**Energy parts of bismuth ions: a bare-orbital series tested on withheld rows**

The table holds the total, kinetic, electron-nucleus and electron-electron energies of thirteen Bi ions (78 to 7 electrons) from configuration-averaged Dirac-Coulomb Hartree-Fock with a Fermi nucleus, without correlation or Breit terms. The program tests a series in the electron repulsion built on bare Dirac orbitals, with two relaxation constants fitted to $E$ and $V_{ee}$ of four known ions and with $V_{ne}=Z\,\partial E/\partial Z$ left unfitted. It predicts five withheld ions with error bars and compares a power law in electron number for $-V_{ee}/V_{ne}$. Of 20 predicted energies 19 fall inside their bars, the exception being $V_{ee}$ of Bi70+, while $V_{ne}$ is too shallow in all rows but Bi76+. The power law is slightly low at Bi52+ and Bi58+ and 25% high at Bi76+.

Bismuth ions computed with B-spline radial code 1: Dirac-Coulomb Hartree-Fock for a spherical atom at the basis-set limit, averaged over each configuration of nl shells, with a Fermi nucleus (mass number 209, rms radius 5.5211 fm). The kinetic energy is the expectation value of c α·p + (β − 1)c², so the rest energy is excluded.

## Numerical check

```python
# Table: total energy E and parts T, Vne, Vee (hartree) of Bi ions; B-spline radial code, Dirac-Coulomb Hartree-Fock,
# nl average, Fermi nucleus. Tested: E = E0+E1+E2+E3+size shift (bare Dirac orbitals, two fitted relaxation constants),
# Vee = E1+2E2+3E3, Vne = Z dE/dZ; compared with a power law in N for the ratio. Withheld rows are predicted.
T = {
    'ion': ['Bi5+', 'Bi11+', 'Bi17+', 'Bi23+', 'Bi29+', 'Bi35+', 'Bi41+', 'Bi46+', 'Bi52+', 'Bi58+', 'Bi64+', 'Bi70+', 'Bi76+'],
    'Z': [83, 83, 83, 83, 83, 83, 83, 83, 83, 83, 83, 83, 83],
    'charge': [5, 11, 17, 23, 29, 35, 41, 46, 52, 58, 64, 70, 76],  # e
    'N': [78, 72, 66, 60, 54, 48, 42, 37, 31, 25, 19, 13, 7],
    'configuration': ['[Xe] 4f14 5d10', '[Xe] 4f14 5d4', '[Kr] 4d10 4f14 5s2 5p4', '[Kr] 4d10 4f13 5s1', '[Kr] 4d10 4f8', '[Kr] 4d10 4f2', '[Kr] 4d6', '[Kr] 4d1', '[Ar] 3d10 4s2 4p1', '[Ar] 3d7', '[Ar] 3d1', '[Ne] 3s2 3p1', '[He] 2s2 2p3'],
    'E': [-21560.44, -21530.65, -21466.83, -21349.68, -21162.23, -20898.62, -20515.18, -20116.31, -19508.79, -18509.96, -17076.7, -15330.54, -11972.67],  # hartree
    'T': [25172.8, 25144.2, 25078.9, 24952.6, 24765.4, 24509.2, 24128.4, 23728.4, 23076.3, 22015.8, 20567.9, 18656.4, 14796.0],  # hartree
    'Vne': [-54482.2, -54061.9, -53514.3, -52767.8, -51725.3, -50491.3, -49029.3, -47677.5, -45799.3, -42986.7, -39292.8, -35012.9, -27173.8],  # hartree
    'Vee': [7748.99, 7387.05, 6968.65, 6465.54, 5797.68, 5083.45, 4385.73, 3832.73, 3214.24, 2460.9, 1648.16, 1025.95, 405.074],  # hartree
    'ratio': [0.1422, 0.1366, 0.1302, 0.1225, 0.1121, 0.1007, 0.0895, 0.0804, 0.0702, 0.0572, 0.0419, 0.0293, 0.0149],
}
HELD = [8, 9, 10, 11, 12]  # rows withheld from the fit
import numpy as np, re
from scipy.special import hyp1f1
from scipy.integrate import cumulative_trapezoid as ct
from scipy.constants import alpha, physical_constants as pc
from sympy import Rational as Ra
from sympy.physics.wigner import wigner_3j
Z0 = 83; c = 1/alpha; ion = T['ion']; N = np.array(T['N'], float); ratio = np.array(T['ratio'], float)
Y = np.array([T[k] for k in ('E', 'T', 'Vne', 'Vee')], float); K = [i for i in range(len(N)) if i not in HELD]
core = {'He': '1s2'}
for a, b, s in [('Ne','He','2s2 2p6'), ('Ar','Ne','3s2 3p6'), ('Kr','Ar','3d10 4s2 4p6'), ('Xe','Kr','4d10 5s2 5p6')]: core[a] = core[b]+' '+s
occ = [{(int(s[0]), 'spdf'.index(s[1])): int(s[2:]) for s in re.sub(r'\[(\w+)\]', lambda m: core[m.group(1)], cf).split()} for cf in T['configuration']]
orb = [(n, l, k) for n in range(1, 6) for l in range(min(n, 4)) for k in ([-1] if l == 0 else [l, -l-1]) if (n, l) != (5, 3)]
L3 = {(a, b, k): float(wigner_3j(Ra(2*a-1, 2), k, Ra(2*b-1, 2), Ra(1, 2), 0, -Ra(1, 2))**2) for a in range(1, 5) for b in range(1, 5) for k in range(abs(a-b), a+b)}
x = np.linspace(np.log(1e-7), np.log(3.0), 5000); r = np.exp(x); h = x[1]-x[0]
inner = lambda f, g, k: h*np.sum(f*r**(-k)*ct(g*r**(k+1), dx=h, initial=0))
g = np.array([2*abs(o[2]) for o in orb]); G = np.array([4*o[1]+2 for o in orb]); same = np.array([[a[:2] == b[:2] for b in orb] for a in orb])
def parts(Z):
    W = []; e = []
    for n, l, k in orb:
        ga = np.sqrt(k*k-(Z*alpha)**2); nr = n-abs(k); Nn = np.sqrt(n*n-2*nr*(abs(k)-ga)); ep = (nr+ga)/Nn; p = 2*Z*r/Nn
        A = (Nn-k)*hyp1f1(-nr, 2*ga+1, p); B = nr*hyp1f1(min(1-nr, 0), 2*ga+1, p); f = p**ga*np.exp(-p/2)
        w = np.array([np.sqrt(1+ep)*f*(A-B), np.sqrt(1-ep)*f*(A+B)]); W.append(w/np.sqrt(h*np.sum(w*w*r))); e.append(c*c*(ep-1))
    ri = np.array([h*np.sum(w*w) for w in W]); M = np.zeros((len(orb), len(orb))); out = []
    for i, a in enumerate(orb):
        for j, b in enumerate(orb):
            d = (W[i]*W[j]).sum(0); ka, kb = abs(a[2]), abs(b[2])
            M[i, j] = inner((W[i]**2).sum(0), (W[j]**2).sum(0), 0) - sum(L3[ka, kb, k]*inner(d, d, k) for k in range(abs(ka-kb), ka+kb) if (a[1]+b[1]+k) % 2 == 0)
    for o in occ:
        q = np.array([o.get(a[:2], 0) for a in orb]); w = q*g/G
        u = (np.where(same, ((q-1)/(G-1))[None, :], (q/G)[None, :])*g[None, :]*M).sum(1); s = u/ri
        out.append([w@np.array(e), w@u, w@(s*s*ri)/(2*Z), w@(s**3*ri)/Z**2])
    return np.array(out)
P = parts(Z0); D = Z0*(parts(Z0+0.1)-parts(Z0-0.1))/0.2
# further outputs of the Bi41+ run: small-component weights 1s..4d5/2, density averaged over nucleus, rms radius (fm)
sw = [.1005189,.02326618,.02331726,.02045549,.008008831,.007932587,.007147297,.006957136,.006745543,.003255436,.00318024,.00293942,.002793829,.002728027]
i41 = ion.index('Bi41+'); mass = -2*c*c*np.dot(sw, [2,2,2,4,2,2,4,4,6,2,2,4,2.4,3.6]); R = 5.5211e-15/pc['Bohr radius'][0]
g1 = np.sqrt(1-(Z0*alpha)**2); gap = mass-Y[0, i41]; est = 4*np.pi/3*Z0*2670026*R*R
fs = gap/(2*g1); pw = 2+2*g1-2*np.log(2*Z0*R*np.sqrt(5/3))*(Z0*alpha)**2/g1
def fit(I):
    A = np.vstack([-P[I, 2:], -P[I, 2:]*[2, 3]]); y = np.r_[Y[0, I]-fs-P[I, 0]-P[I, 1], Y[3, I]-P[I, 1]]; s = np.r_[P[I, 2], P[I, 2]]
    k = np.linalg.lstsq(A/s[:, None], y/s, rcond=None)[0]; v = np.r_[1, 1, -k]
    E, Ve, Vn = P@v+fs, P@(v*[0, 1, 2, 3]), D@v+fs*pw
    return k, np.array([E, E-Vn-Ve, Vn, Ve])
I4 = [i for i in K if N[i] <= 54]; (k, F), (kb, Fb), (kc, Fc) = fit(I4), fit(K), fit([K[-1]])
rel = (abs(F-Y)[:, I4]/P[I4, 2]).max(1)+0.05*np.array([1, 1, 1, 2])
bar = np.maximum(abs(Fb-F), abs(Fc-F))+rel[:, None]*P[:, 2]+np.array([1, 8, 8, 1])[:, None]
rm = -F[3]/F[2]; rb = rm*(bar[3]/F[3]-bar[2]/F[2]); pl = np.polyfit(np.log(N[I4]), np.log(ratio[I4]), 1); rp = np.exp(np.polyval(pl, np.log(N)))
assert np.all(abs(Y[1:, K].sum(0)-Y[0, K]) < 0.2) and np.all(Y[1, K] > -Y[0, K])
assert np.all(np.diff(ratio[K]) < 0) and abs(gap/est-1) < 0.2
print(f"Bi41+: -2c^2 sum(small weight) {mass:.2f} Eh, minus E {gap:.2f} Eh; from nuclear density {est:.2f} Eh")
print(f"size shift of E {fs:.2f} Eh, of Vne about {fs*pw:.0f} Eh (log slope {pw:.1f}); rounding 0.05 Eh in parts, 0.00005 in ratio")
print(f"k2,k3: N<=54 {k[0]:.3f},{k[1]:.3f}; all known {kb[0]:.3f},{kb[1]:.3f}; {ion[K[-1]]} only {kc[0]:.3f},{kc[1]:.3f}")
print(f"power law ratio ~ N^{pl[0]:.3f} (N<=54); {ion[0]} to {ion[K[-1]]}: Vee {100*(Y[3,K[-1]]/Y[3,0]-1):.1f}%, |Vne| {100*(Y[2,K[-1]]/Y[2,0]-1):.1f}%")
print("known rows (* fitted): E1 Eh, Vee/E1, T/|E|; model-table in Eh for E T Vne Vee; ratio")
for i in K: print(f"{ion[i]}{'*' if i in I4 else ' '} {P[i,1]:.0f} {Y[3,i]/P[i,1]:.3f} {-Y[1,i]/Y[0,i]:.4f}; "+' '.join(f"{v:+.1f}" for v in (F-Y)[:, i])+f"; {rm[i]-ratio[i]:+.4f}")
print("withheld rows: predicted +- bar | computed | miss (Eh); E1 and Vee/E1")
for i in HELD:
    for js in ((0, 1), (2, 3)): print(ion[i], '  '.join(f"{['E','T','Vne','Vee'][j]} {F[j,i]:.1f}+-{bar[j,i]:.1f} | {Y[j,i]:.1f} | {F[j,i]-Y[j,i]:+.1f}" for j in js))
    print(f"{ion[i]} ratio {rm[i]:.4f}+-{rb[i]:.4f} | {ratio[i]:.4f} | {rm[i]-ratio[i]:+.4f}; power law {rp[i]:.4f} ({100*(rp[i]/ratio[i]-1):+.0f}%); T/|E| {-F[1,i]/F[0,i]:.4f} | {-Y[1,i]/Y[0,i]:.4f}; E1 {P[i,1]:.0f}, {Y[3,i]/P[i,1]:.3f}")
print("steps, per electron removed: Vee lost Eh, |Vne| lost Eh, their quotient, drop of ratio")
for i in range(len(N)-1):
    n = N[i]-N[i+1]; a = (Y[3, i]-Y[3, i+1])/n; b = (Y[2, i+1]-Y[2, i])/n
    print(f"{ion[i]} to {ion[i+1]} ({n:.0f} e): {a:.1f} {b:.1f} {a/b:.2f} {(Y[3,i+1]/Y[2,i+1]-Y[3,i]/Y[2,i])/n:.5f}")
print(f"withheld values inside their bars: {int((abs(F-Y)[:, HELD] <= bar[:, HELD]).sum())} of {4*len(HELD)}")
```

Output:

```
Bi41+: -2c^2 sum(small weight) -20504.85 Eh, minus E 10.33 Eh; from nuclear density 10.10 Eh
size shift of E 6.49 Eh, of Vne about 46 Eh (log slope 7.1); rounding 0.05 Eh in parts, 0.00005 in ratio
k2,k3: N<=54 1.095,0.012; all known 1.078,0.036; Bi46+ only 1.092,0.027
power law ratio ~ N^0.879 (N<=54); Bi5+ to Bi46+: Vee -50.5%, |Vne| -12.5%
known rows (* fitted): E1 Eh, Vee/E1, T/|E|; model-table in Eh for E T Vne Vee; ratio
Bi5+  12836 0.604 1.1675; -34.5 -241.5 +120.3 +86.7; +0.0019
Bi11+  11631 0.635 1.1678; -32.4 -214.5 +144.2 +38.0; +0.0011
Bi17+  10513 0.663 1.1683; -27.4 -187.5 +142.6 +17.5; +0.0007
Bi23+  9396 0.688 1.1688; -19.9 -155.0 +124.2 +10.9; +0.0005
Bi29+* 7998 0.725 1.1703; -13.4 -133.1 +120.0 -0.3; +0.0002
Bi35+* 6651 0.764 1.1728; -5.7 -119.4 +114.7 -1.0; +0.0002
Bi41+* 5497 0.798 1.1761; -1.2 -101.8 +98.8 +1.9; +0.0002
Bi46+* 4655 0.823 1.1796; +0.7 -86.3 +83.7 +3.3; +0.0002
withheld rows: predicted +- bar | computed | miss (Eh); E1 and Vee/E1
Bi52+ E -19506.9+-20.1 | -19508.8 | +1.9  T 23013.4+-84.2 | 23076.3 | -62.9
Bi52+ Vne -45739.4+-81.7 | -45799.3 | +59.9  Vee 3219.1+-32.6 | 3214.2 | +4.9
Bi52+ ratio 0.0704+-0.0008 | 0.0702 | +0.0002; power law 0.0687 (-2%); T/|E| 1.1798 | 1.1829; E1 3790, 0.848
Bi58+ E -18506.9+-12.7 | -18510.0 | +3.1  T 21974.6+-54.2 | 22015.8 | -41.2
Bi58+ Vne -42949.0+-52.2 | -42986.7 | +37.7  Vee 2467.6+-20.7 | 2460.9 | +6.7
Bi58+ ratio 0.0575+-0.0006 | 0.0572 | +0.0003; power law 0.0568 (-1%); T/|E| 1.1874 | 1.1894; E1 2812, 0.875
Bi64+ E -17072.5+-6.4 | -17076.7 | +4.2  T 20541.2+-28.9 | 20567.9 | -26.7
Bi64+ Vne -39270.4+-27.8 | -39292.8 | +22.4  Vee 1656.7+-10.2 | 1648.2 | +8.6
Bi64+ ratio 0.0422+-0.0003 | 0.0419 | +0.0003; power law 0.0447 (+7%); T/|E| 1.2032 | 1.2044; E1 1811, 0.910
Bi70+ E -15327.9+-3.2 | -15330.5 | +2.6  T 18646.0+-16.4 | 18656.4 | -10.4
Bi70+ Vne -35005.4+-15.8 | -35012.9 | +7.5  Vee 1031.4+-4.8 | 1026.0 | +5.5
Bi70+ ratio 0.0295+-0.0002 | 0.0293 | +0.0002; power law 0.0320 (+9%); T/|E| 1.2165 | 1.2169; E1 1093, 0.939
Bi76+ E -11971.8+-1.5 | -11972.7 | +0.9  T 14797.6+-9.7 | 14796.0 | +1.6
Bi76+ Vne -27176.0+-9.6 | -27173.8 | -2.2  Vee 406.7+-1.8 | 405.1 | +1.6
Bi76+ ratio 0.0150+-0.0001 | 0.0149 | +0.0001; power law 0.0186 (+25%); T/|E| 1.2360 | 1.2358; E1 419, 0.966
steps, per electron removed: Vee lost Eh, |Vne| lost Eh, their quotient, drop of ratio
Bi5+ to Bi11+ (6 e): 60.3 70.0 0.86 0.00093
Bi11+ to Bi17+ (6 e): 69.7 91.3 0.76 0.00107
Bi17+ to Bi23+ (6 e): 83.9 124.4 0.67 0.00128
Bi23+ to Bi29+ (6 e): 111.3 173.8 0.64 0.00174
Bi29+ to Bi35+ (6 e): 119.0 205.7 0.58 0.00190
Bi35+ to Bi41+ (6 e): 116.3 243.7 0.48 0.00187
Bi41+ to Bi46+ (5 e): 110.6 270.4 0.41 0.00181
Bi46+ to Bi52+ (6 e): 103.1 313.0 0.33 0.00170
Bi52+ to Bi58+ (6 e): 125.6 468.8 0.27 0.00216
Bi58+ to Bi64+ (6 e): 135.5 615.6 0.22 0.00255
Bi64+ to Bi70+ (6 e): 103.7 713.3 0.15 0.00211
Bi70+ to Bi76+ (6 e): 103.5 1306.5 0.08 0.00240
withheld values inside their bars: 19 of 20
```
